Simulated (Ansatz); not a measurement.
Abstraction of Br: C3H7Br + SiH3 → C3H7 + SiH3Br

Species: C3H7Br (2-bromopropane) `CC(C)Br`, singlet; SiH3 (silyl radical) `[SiH3]`, doublet; C3H7 (methylethyl) `C[CH]C`, doublet; SiH3Br `[SiH3]Br`, singlet. A radical takes Br: the energy is the difference in strength between the C–Br bond broken and the Si–Br bond made.

Shapes, held fixed at every level: PBE0-D4/def2-TZVP. Programs: Ansatz 0.2.0. The zero-point and thermal change to 298 K, harmonic and unscaled (PBE0-D4/def2-TZVP), is -3.6 kJ/mol.

```
               level                    kind  ΔH(298 K) (kJ/mol)  less CCSD(T)/def2-TZVPP
         HF/def2-SVP            Hartree–Fock              -120.8                    -38.4
    SPW92/def2-TZVPP                     LDA               -73.6                     +8.8
r2SCAN-D4/def2-TZVPP                meta-GGA               -98.9                    -16.5
 B3LYP-D4/def2-TZVPP           global hybrid               -95.2                    -12.8
  wB97M-V/def2-TZVPP  range-separated hybrid               -96.6                    -14.2
  wB97X-V/def2-TZVPP  range-separated hybrid               -96.2                    -13.8
      MP2/def2-TZVPP     perturbation theory               -75.0                     +7.4
  CCSD(T)/def2-TZVPP   coupled cluster or CI               -82.4                      0.0
```

The highest level, CCSD(T)/def2-TZVPP, gives ΔH(298 K) = -82.4 kJ/mol; the levels span -120.8 to -73.6. The column of differences is taken from that level and isn't an error. No measured value is set beside it here. Open shells run unrestricted unless RO is named. Relativity is left out for Br unless named. Correlated rows may include outer-core shells of Br, which these sets cover unevenly.

Every level makes bromine transfer from carbon to silicon clearly exothermic, so the Si–Br bond formed is stronger than the C–Br bond broken. The main reason is bond polarity: silicon is more electropositive than carbon, which gives Si–Br a larger ionic contribution, and donation from bromine lone pairs into σ* orbitals on the silyl group can add to it. Hyperconjugation with its two methyl groups stabilises the departing secondary radical, but alkyl groups also stabilise the polar C–Br bond in the bromide, so the C–Br bond strength is close to that in bromomethane and the substitution adds little to the driving force.

The size of the preference is less settled than its sign. The meta-GGA and the hybrids cluster between -95.2 and -98.9 kJ/mol, all more exothermic than coupled cluster, whereas LDA and MP2 fall on the other side. Hartree–Fock is the outlier at -120.8 kJ/mol, probably through missing correlation combined with its smaller basis. The close agreement among the hybrids therefore doesn't establish their accuracy. The strong driving force fits the use of silyl radicals as bromine abstractors, but reaction energies alone don't give the barrier or the rate.
